Detaching an electron from triplet BH₂⁻

Two energies to remember

The motion of electrons avoiding one another, their correlation, lowers the energy of the six valence electrons of BH₂⁻ by nearly 3 eV, or about half an electronvolt per electron. Removing one of these electrons costs almost nothing. A method must therefore treat the ion and the neutral molecule evenly, because a small energy is left after two large ones have been subtracted.

The ion is bent, with an angle of about 130°, and has two unpaired electrons of parallel spin. One sits in an orbital in the molecular plane, the other in a boron p orbital perpendicular to it. In the usual picture of neutral BH₂ the perpendicular orbital is empty, so this is the electron taken to leave. The atoms stay where they are while it does so.

Error in the vertical gap E(BH₂, doublet) − E(BH₂⁻, triplet) at each level, calculated with Ansatz 0.2.0 in the 6-31++G** basis at a fixed PBE0/def2-TZVPD geometry. The reference is FCI in the same basis, and the boron 1s core is frozen in the correlated wave-function levels. R and U mark restricted and unrestricted forms.

```
           level  this level less the reference (FCI, same basis) (meV)
             RHF                                                 -438.0
             UHF                                                 -407.0
            RMP2                                                  -50.0
            UMP2                                                  -41.0
            CISD                                                  -67.0
           RCCSD                                                  -34.0
           UCCSD                                                  -34.0
        RCCSD(T)                                                   -7.0
        UCCSD(T)                                                   -6.0
         BCCD(T)                                                   -7.0
          RCCSDT                                                   -2.0
          UCCSDT                                                   -1.0
       RCCSDT(Q)                                                    0.0
       UCCSDT(Q)                                                    0.0
  CASSCF valence                                                 -590.0
  NEVPT2 valence                                                 -204.0
  MRCISD valence                                                  -65.0
MRCISD+Q valence                                                  -13.0
             PBE                                                  477.0
          r2SCAN                                                  449.0
            PBE0                                                  365.0
           B3LYP                                                  302.0
         wB97M-V                                                  229.0
          B2PLYP                                                   84.0
         RPA-PBE                                                   91.0
```

Question 1. What does a negative error mean?

The gap is the energy of the neutral molecule less that of the ion:

gap = E(BH₂) − E(BH₂⁻)

A positive gap means that energy is needed to remove the electron. The reference is full configuration interaction, FCI, which is exact for the chosen basis and frozen core. A level with a negative error places the ion too high relative to the neutral molecule, and so binds the electron too weakly.

The table divides cleanly by this sign. None of the wave-function levels, from Hartree–Fock to coupled cluster and the active-space methods, binds the electron more strongly than FCI. The six density functionals and the random-phase approximation, RPA, all do.

Question 2. Why is Hartree–Fock wrong by almost half an electronvolt?

Hartree–Fock lets each electron feel only the average field of the others, so it leaves out correlation. Let X be the energy by which a level lies above the exact energy in the same basis. The exact energies cancel when the error of the gap is formed, and what remains is

error = X(BH₂) − X(BH₂⁻)

Only the difference between the two omissions counts. The ion has one electron more and loses more correlation, so the error is negative.

For the ion the calculation gives X = 2.82 eV in RHF, the restricted form of Hartree–Fock. The energy from coupled cluster with triple and approximate quadruple excitations serves here as the exact one, since the quadruple excitations add less than a thousandth of the correlation energy and still higher ones should add less. Its gap also agrees with FCI to the last printed digit. The crudest model gives each of the six valence electrons an equal share of X. The departing electron then takes one sixth with it:

estimated error = −2.82 eV / 6 = −0.47 eV

The table has −0.44 eV. The model contains no adjustable constant, and the RHF error did not enter it.

Its success should not be read as a law. Correlation acts between electrons, mostly between those of opposite spin, since parallel spins already avoid each other through the Pauli principle. The ion has 4 × 2 = 8 pairs of opposite spin and the neutral molecule 3 × 2 = 6. If all pairs counted alike, a quarter of the correlation would go, and the error would be about −0.7 eV.

That is too much, and theory offers a reason. The departing electron shares its orbital with no other, so it loses only the weaker correlation with electrons in other orbitals. The strongly correlated pairs in the two B–H bonds stay behind. An electron taken from a doubly occupied orbital would break up such a close pair, and Hartree–Fock should then err by more.

Question 3. What changes if the two spins may use different orbitals?

The unrestricted form, UHF, gives spin-up and spin-down electrons their own orbitals. The paired electrons can then adjust to the unpaired ones, which lowers the energy. The ion gains 60 meV and the neutral molecule 29 meV, the latter found by subtraction from the two errors. The ion has two unpaired electrons and the neutral molecule one, so the larger gain of the ion is reasonable.

Half of the gain thus cancels, and the gap improves by only 31 meV. In coupled cluster with single and double excitations, CCSD, the two forms have the same error. The single excitations let the orbitals readjust, so the choice of starting orbitals hardly matters any longer.

Question 4. Is second-order perturbation theory nearly as good as coupled cluster?

Judged by the gap alone, it seems so. Second-order perturbation theory in its restricted form, RMP2, errs by −50 meV and RCCSD by −34 meV. RMP2 removes almost nine tenths of the Hartree–Fock error.

The separate energies tell another story. RMP2 still leaves out 572 meV in the ion, a fifth of all the correlation, and 522 meV in the neutral molecule. RCCSD leaves out 78 and 44 meV. RMP2 is thus far from the exact energy of either species, but by nearly the same amount in both.

The electrons common to both species offer an explanation. Second-order theory treats each pair as if the others did not respond, and it typically recovers too little of the correlation within a bond pair. Both B–H bonds survive the detachment, so most of this shortfall should appear twice and cancel. The small error of RMP2 therefore belongs to this particular difference. In a process that makes or breaks a bond, the same cancellation could not be relied on.

Question 5. What does CCSD still lack?

It lacks the joint motion of three electrons. Including triple excitations in full lowers the ion by 77 meV, which is practically everything that RCCSD had left out. For the gap, the cheaper perturbative treatment of triples, written (T), already brings the error from −34 to −7 meV.

Why does the ion need the triples more? Count the groups of three electrons that contain both spins. The ion, with four electrons of one spin and two of the other, has 12 + 4 = 16 such groups. The neutral molecule, with three and two, has 6 + 3 = 9. If all groups counted alike, the detachment would remove 7/16 of the omitted energy:

estimated error = −78 meV × 7/16 = −34 meV

This equals the tabulated value, whereas equal shares per electron would give only −13 meV. The close match deserves caution, because the same kind of counting overshot badly for pairs. The safer lesson is the direction: taking away one electron thins out the groups of three faster than the pairs. This fits the finding that what is left after CCSD cancels less completely than the much larger remainder of RMP2, though it does not prove the cause.

Question 6. How can an active-space calculation be worse than Hartree–Fock?

CASSCF treats all arrangements of some electrons in a few chosen orbitals exactly and leaves out most of the remaining correlation. Its error is −590 meV, against −438 meV for RHF. By the equation of Question 2, the step from RHF to CASSCF must have lowered the neutral molecule by 152 meV more than the ion. The energy of each species may improve while their difference gets worse.

A possible cause is the perpendicular p orbital. In the neutral molecule it is empty and can take up electrons from the bond pairs, whereas in the ion it is already half filled. This is a guess, and the CASSCF calculation may also have ended on a solution that is not the lowest.

The remedy is to add the correlation outside the active space. Second-order perturbation theory on top of CASSCF, NEVPT2, removes about two thirds of the error. Configuration interaction with single and double excitations from the active space, MRCISD, leaves −65 meV. The correction +Q, which estimates the effect of two pairs being excited at once, reduces this to −13 meV. An active space is no substitute for this correlation, least of all in an ion that a single determinant already describes well.

Question 7. Would more exact exchange cure the density functionals?

PBE and PBE0 give the cleanest comparison, because PBE0 is PBE with a quarter of its approximate exchange replaced by the exact expression. The error falls from 477 to 365 meV. The approximate exchange thus favours the ion too much, and replacing part of it helps. Self-interaction, the incomplete removal of an electron's repulsion with itself, is commonly blamed for such faults, but this comparison does not isolate it. Part of the distance may also belong to the reference. FCI must build all its correlation from the basis functions and misses some of it in a small set, whereas a functional takes most of its correlation from the density.

The amount of exact exchange is not the whole matter. A straight line through PBE and PBE0 predicts an error of about 390 meV at 20 percent, the share used in B3LYP. B3LYP actually errs by 302 meV and so does better than PBE0 with less exact exchange. The other ingredients of a functional matter almost as much here as the step from PBE to PBE0.

Question 8. Is the electron bound, and which digits can be trusted?

The levels disagree even on the sign. RHF gives a gap of −449 meV and PBE one of +466 meV, while FCI gives −11 meV. Only the functionals and RPA call the electron bound. Their verdict contradicts FCI in this basis, yet FCI itself lies so close to zero that it does not settle the question for the real ion.

The reason is the basis. A weakly held electron spreads far from the nuclei, and a small set of functions describes its tail poorly. Such a set also recovers only part of the correlation, of which the ion has more. A larger set would usually lower the ion more than the neutral molecule, and a shift of 11 meV would be enough to reverse the sign. If the electron is truly unbound, the calculation holds it only because the basis offers it nowhere to go.

Two kinds of accuracy must therefore be kept apart. As a distance from FCI, the errors are meaningful to a few meV: (T) is clearly better than CCSD, while a difference of 1 meV between restricted and unrestricted forms carries no message. As a statement about nature, even the first decimal of the gap in electronvolts may be uncertain with so small a basis. A zero in the table means that a level reproduces the exact gap for this basis to the last printed digit, and the basis then sets the limit.
